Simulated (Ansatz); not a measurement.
# A series in temperature on Au

Harmonic vibrational free energy, entropy and heat capacity at constant volume, per atom, from the force constants of a q mesh, imaginary modes left out; plane waves with PAW datasets, Gamma-centred k mesh. The results are calculated, by Ansatz 0.2.0.

Structure of every row (space group Fm-3m, No. 225):
```
Au
1.0
      0.0000     2.0929     2.0929
      2.0929     0.0000     2.0929
      2.0929     2.0929     0.0000
Au
1
Direct
  0.00000 0.00000 0.00000
```

Settings of every row: functional PBE; dispersion none; spin none; wave cutoff 420 eV; k mesh 20x20x20; occupations fermi dirac; smearing width 0.15 eV; volume over rest 1.02; phonon method linear response; q mesh 2x2x2.

Limits: coarse q mesh; metal sensitive to the k mesh; the cell was measured well above room temperature; no spin-orbit coupling, which can matter with elements this heavy.

```
row  temperature (K)  phonon heat capacity (kB/atom)  phonon entropy (kB/atom)  phonon free energy (meV/atom)
  1              200                           2.913                     4.981                          -32.6
  2              300                           2.961                     6.173                            -81
  3              400                           2.978                     7.027                         -138.1
  4              500                           2.986                     7.693                         -201.6
  5              600                            2.99                     8.238                         -270.3
  6              700                           2.993                     8.699                         -343.3
  7              800                           2.994                     9.098                         -420.1
  8              900                               ?                         ?                              ?
  9             1000                           2.996                     9.767                         -582.8
```

Question: what phonon heat capacity and phonon entropy should row 8 give?

Worked fit of phonon heat capacity. At high temperature a harmonic heat capacity falls short of its limit by a term in 1/T², so take t = (100 K / T)². The shown rows have t = 0.25, 0.11111, 0.0625, 0.04, 0.02778, 0.02041, 0.01562, 0.01. Their means are 0.067178 and 2.9764 kB/atom; the sums about the means are S_tt = 0.04578 and S_ty = -0.01588, whose ratio is the slope. Least squares give phonon heat capacity = 2.9997 − 0.3468 × t kB/atom. All shown rows lie on it to the printed digit. The constant, 2.9997 kB/atom, is to be held against the harmonic limit of 3 k_B an atom. The withheld row has t = 0.01235, so the fit gives 2.9997 − 0.3468 × (0.01235) = 2.995 kB/atom.

The calculation gave 2.995 kB/atom. The fit meets it to the printed digit.

Worked fit of phonon entropy. Entropy rises as the heat capacity times the change of ln T, so take t = ln(T / 300 K). The shown rows have t = -0.4055, 0, 0.2877, 0.5108, 0.6931, 0.8473, 0.9808, 1.204. Least squares give phonon entropy = 6.1755 + 2.95826 × t + 0.02163 × t² kB/atom; a straight line predicts inner rows, each left out in turn, worse (root mean square 0.0049 against 0.002 kB/atom). The rows lie off it by 0.002, -0.003, -0.001, 0.001, 0.002, 0.001, 0.000, -0.002. The slope at t = 0, 2.96 kB/atom, estimates the heat capacity at 300 K. The withheld row has t = 1.0986, so the fit gives 6.1755 + 2.95826 × (1.0986) + 0.02163 × (1.0986)² = 9.452 kB/atom.

The calculation gave 9.451 kB/atom. The fit lies 0.001 kB/atom (0.021 % of the column's range) above it, one unit of the last digit.

The other values of row 8: phonon free energy -500 meV/atom.
